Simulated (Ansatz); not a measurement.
Ag: the change of pressure with volume scale

Results calculated with Ansatz 0.2.0, not measured. Periodic Kohn-Sham DFT of a crystal at fixed atoms, scaled to volume_scale times the given cell; pressure positive in compression, energy less spherical unpolarised free atoms, largest_vzz the field gradient of largest size among the nuclei.

The cell before it is scaled or strained (space group Fm-3m, No. 225):
```
CELL_PARAMETERS angstrom
0.00000 2.04310 2.04310
2.04310 0.00000 2.04310
2.04310 2.04310 0.00000
ATOMIC_POSITIONS crystal
Ag 0.00000 0.00000 0.00000
```

Settings of every row: method all-electron PAW; functional LDA; relativity scalar; k mesh 15x15x15; filling fermi-dirac; smearing width 0.05 eV; nucleus gaussian.

Atom start moment: 0 on all atoms.

| row | volume scale | V (Å³/atom) | pressure (GPa) |
| --- | --- | --- | --- |
| 1 | 0.94 | 16.033 | -0.326 |
| 2 | 0.9405 | 16.042 | -0.399 |
| 3 | 0.96 | 16.375 | -3.046 |
| 4 | 0.98 | 16.716 | -5.406 |
| 5 | 0.99 | 16.886 | -6.466 |
| 6 | 1 | 17.057 | ? |
| 7 | 1.01 | 17.227 | -8.367 |
| 8 | 1.02 | 17.398 | -9.216 |
| 9 | 1.04 | 17.739 | -10.726 |
| 10 | 1.06 | 18.08 | -12.006 |

Question: what pressure should row 6 give?

Worked fit of pressure. Take u = (V_r/V)^(2/3) − 1 with V_r = 16.886 Å³ an atom, which is twice the finite (Eulerian) strain; such expansions in the strain, on which the Birch-Murnaghan equation of state is built, carry the rest volume and the bulk modulus. The shown rows have u = 0.03516, 0.03477, 0.0207, 0.00677, 0, -0.01324, -0.01972, -0.03232, -0.04453. Least squares give pressure = −6.465 + 151.919 × u + 633.69 × u² + 370 × u³ GPa; a parabola predicts inner rows, each left out in turn, worse (root mean square 0.0067 against 0.002 GPa). The rows lie off it by -0.002, 0.002, -0.001, 0.001, -0.001, -0.001, 0.001, 0.000, 0.000. The withheld row has u = -0.00669, so the fit gives −6.465 + 151.919 × (-0.00669) + 633.69 × (-0.00669)² + 370 × (-0.00669)³ = -7.453 GPa.

The calculation gave -7.452 GPa. The fit lies 0.001 GPa (0.0086 % of the column's range) below it, one unit of the last digit.
